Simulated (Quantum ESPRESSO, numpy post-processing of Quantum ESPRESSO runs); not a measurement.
# Electron mobility of zincblende GaN from 100 to 700 K: limiting scattering mechanisms in a one-valley model with LDA inputs

Heating GaN acts on its electrons in two opposite ways. Faster electrons are deflected less by charged donors, but a warmer lattice holds more vibrations to scatter them. Which effect wins at a given temperature decides whether a purer crystal would conduct better, or whether the lattice itself sets the limit. This matters for transistors that run hot and for samples measured cold. We calculate the low-field drift mobility of zincblende GaN at eight temperatures, with 1e16 ionised donors per cm³. The mobility that each mechanism would allow by itself is set beside the total; the lowest of the three marks the limiting mechanism. No measured mobilities are shown, so the results are not compared with experiment here.

## Set-up

GaN (zincblende), space group 216, 2 atoms in the cell, from the Materials Project; cell and ions relaxed to zero pressure with LDA (primitive vectors 3.149, 3.149, 3.149 angstrom). Quantum ESPRESSO 7.5, plane waves with PseudoDojo pseudopotentials, cutoff 1143 eV, LDA, scalar-relativistic, without spin-orbit coupling, no spin polarisation; self-consistent k mesh 10x10x10, dense band mesh 22x22x22. Kohn-Sham gap 2.01 eV, edges Gamma to Gamma. A model of one parabolic valley takes from these runs the electron mass 0.181 m_e (density-of-states mass 0.181) and, from LDA runs in the same cell and in strained copies of it, the dielectric constants 5.79 (electronic) and 10.16 (static), one longitudinal optical mode of 90.9 meV, the acoustic deformation potential of the conduction edge 6.38 eV (size of the volume potential, measured from the electrostatic potential at the nuclei) and the longitudinal stiffness 366 GPa; Froehlich constant 0.39. Carrier and ionised-donor densities are both 1e16 per cm^3. The mobilities are recomputed from these inputs with in-scattering; the run's own table, where it left that out, lies lower.

Notes on method and selection:

- Polar optical scattering is inelastic and is solved by iterating the Boltzmann equation over the ladder of phonon absorption and emission; acoustic and impurity rates enter it as elastic terms. First order in the coupling with the bare band mass, so only crystals with a Froehlich constant up to 1 are listed; non-degenerate statistics. Taking the total polar rate as an inverse relaxation time, without the in-scattering terms, would give lower polar mobilities; the table does not show by how much.
- Piezoelectric, intervalley and optical deformation scattering and band non-parabolicity are left out; each would lower the mobility.
- The gap and masses are held at their static values at all temperatures.
- Semilocal Kohn-Sham gaps lie below measured gaps, and light masses that scale with the gap come out too small.
- not the usual structure at ambient conditions
- Runs of this code whose gap, pressure or static dielectric constant lay far from a check run of another code, or whose pseudopotential file was found faulty, are left out.
- Of the levels run for this crystal the one shown was taken by a fixed order: held database cells, spin-orbit coupling and r2SCAN first.
- Runs that did not converge, have known faults or may not be shown are not listed, and runs on Ansatz's PAW sets soft_1 and soft_2 are kept to separate tables.

Columns:

- acoustic (cm²/(V s)): mobility with acoustic deformation-potential scattering alone.
- impurity (cm²/(V s)): mobility with Brooks-Herring ionised-impurity scattering alone.
- total mobility (cm²/(V s)): drift mobility with all three mechanisms.
- lattice-limited (cm²/(V s)): drift mobility with acoustic and polar optical scattering, the limit of a pure crystal.
- polar optical (cm²/(V s)): mobility with polar optical scattering alone.

## The series

```
member  temperature (K)  acoustic (cm²/(V s))  impurity (cm²/(V s))  total mobility (cm²/(V s))  lattice-limited (cm²/(V s))  polar optical (cm²/(V s))
100 K   100              205027                17451                 14392                       192799                       3.94×10⁶
150 K   150              111602                27200                 14879                       55237                        121261
200 K   200              72488                 37810                 9150                        15569                        20757
250 K   250              51868                 49142                 4731                        5984                         6938
300 K   300              39457                 61104                 2608                        2947                         3238
400 K   400              25628                 86682                 1071                        1123                         1185
500 K   500              18337                 114185                591                         605                          629
700 K   700              11069                 174082                291                         293                          302
```

Least-squares fits to the whole series, with x = temperature (K); R² and errors in the fitted variable (y, or ln y where the fit is in ln y):

```
y                            members  fit                        R²    rms residual  leave-one-out rms  the same for the mean of the others
total mobility (cm²/(V s))   8        ln y = 20.64 − 2.260 ln x  0.94  0.34          0.54               1.6
lattice-limited (cm²/(V s))  8        ln y = 28.15 − 3.489 ln x  0.99  0.22          0.32               2.4
```

## Reading the trend

Ionised impurities limit the mobility in the rows at 100 and 150 K, and polar optical phonons in the six rows from 200 to 700 K. At 150 K the impurity value, 27200 cm²/(V s), is about a quarter of either phonon value. At 200 K the polar value has dropped to 20757, below the impurity value of 37810. Acoustic scattering is the strongest of the three in none of the rows.

The total hardly changes between 100 and 150 K (14879 / 14392 = 1.03), because the gain from weaker impurity scattering is nearly cancelled by the growing phonon scattering. From 150 to 700 K it falls by a factor of 14879 / 291 = 51.

The steep fall comes from the number of optical phonons. Except in the hottest rows, a typical electron has too little energy to emit a phonon of 90.9 meV, so it must first absorb one, and the scattering rate follows the phonon occupation n = 1/(exp(θ/T) − 1), with θ = 90.9 / 0.08617 = 1055 K. The polar mobility is then roughly 98/n cm²/(V s), with the constant fitted to the polar column. Over the eight rows this rule misses by about 9 % (rms), whereas ln μ itself scatters by roughly 2.9 (rms) about its mean. The product of mobility and n drifts down to 86 at 700 K, as expected when more electrons are energetic enough to emit.

The other two mechanisms change more gently. The acoustic mobility falls by 205027 / 11069 = 18.5 from 100 to 700 K, which is 7^1.5: the number of acoustic phonons grows as T, and the density of final states as the square root of the electron energy. The impurity mobility rises by 174082 / 17451 = 10.0, less than 7^1.5, because on heating the screening by the carriers weakens, so that each donor's field reaches further, while the electron wavelength shrinks; both raise the number of small-angle deflections that count.

## Outliers

Largest departures from the fit to the whole series:

```
member  total mobility (cm²/(V s))  fit    computed − fit  computed / fit  in rms residuals (of ln y)
100 K   14392                       27787  −13395          0.52            1.9
200 K   9150                        5801   +3349           1.58            1.3
250 K   4731                        3503   +1228           1.35            0.9
150 K   14879                       11114  +3765           1.34            0.9
```

The departures from the power law for the total form a pattern: the computed values lie below the line at 100 K, above it from 150 to 300 K, and below it again from 400 to 700 K. This is the curvature of a series in which the limiting mechanism changes, so a single exponent describes it poorly, even with R² = 0.94.

The row at 100 K lies farthest off, at 0.52 of the fit. The line continues the phonon-driven rise towards low temperature, while impurities hold the total at 14392 cm²/(V s). Without them the mobility would be 192799.

The row at 200 K lies above the line, at 1.58 times the fit. Optical phonons are still scarce there, and the line has been pulled down by the impurity-limited row at 100 K and the phonon-limited rows at high temperature. The rows at 150 and 250 K, at 1.34 and 1.35 times the fit, share this cause.

## Questions the table answers

**How much mobility would be gained by removing the donors' scattering at 100 K and at 300 K?**
We divide the lattice-limited value by the total. At 100 K this gives 192799 / 14392 = 13.4, and at 300 K 2947 / 2608 = 1.13. Purification below 1e16 per cm³ therefore pays in the cold, but brings at most 13 % at room temperature within this model.

**Can the total be found by adding the reciprocals of the three separate mobilities?**
At 200 K the sum gives 1 / (1/72488 + 1/37810 + 1/20757) = 11310 cm²/(V s), against 9150 in the table, which is too high by a factor of 11310 / 9150 = 1.24. At 700 K it gives 1 / (1/11069 + 1/174082 + 1/302) = 293, against 291. At 100 K it gives 1 / (1/205027 + 1/17451 + 1/3940000) = 16017, too high by a factor of 16017 / 14392 = 1.11, although impurities alone supply 16017 / 17451 = 0.92 of the summed reciprocals. One dominant mechanism is therefore no guarantee that the shortcut is accurate. It overestimates the total because impurities mainly stop slow electrons and phonons mainly stop fast ones, so few electrons escape both. At 100 K even weak phonon scattering counts, since it acts on the fast electrons that impurities let through. At 700 K the error is small because impurities hardly contribute: their share of the sum is 293 / 174082 = 0.002.

**Can the exponent fitted to the whole series carry the 300 K mobility to 500 K?**
Scaling gives 2608 × (500/300)^−2.260 = 822 cm²/(V s), against 591 in the table, too high by a factor of 822 / 591 = 1.39. The exponent between these two rows is −ln(2608/591) / ln(500/300) = −2.91. The fitted value is too shallow because it includes the nearly flat stretch between 100 and 150 K.

## Rules of thumb and their limits

For 1e16 donors per cm³, the limit passes from impurities to polar optical phonons between the rows at 150 and 200 K. A higher donor density would move this change to higher temperature.

The mobilities are better read as upper estimates. Piezoelectric scattering, which is left out, would lower them, and would matter most for the lattice-limited values in the cold, where optical phonons are frozen out. Non-parabolicity would lower the values mainly at high temperature. The LDA gap is too small, which tends to make the electron mass too light and the mobility too high. Real zincblende GaN is a metastable phase, usually grown as films with many stacking faults, and these reduce the mobility further. One simplification works the other way: the model keeps every donor ionised, whereas in a real sample some would recapture their electrons on cooling, which weakens impurity scattering.

[Logs are printed without paths, hosts, clocks, repeated set-up lines and the standing remarks that a program may print on its own settings, such as how far it seeks lower states.]
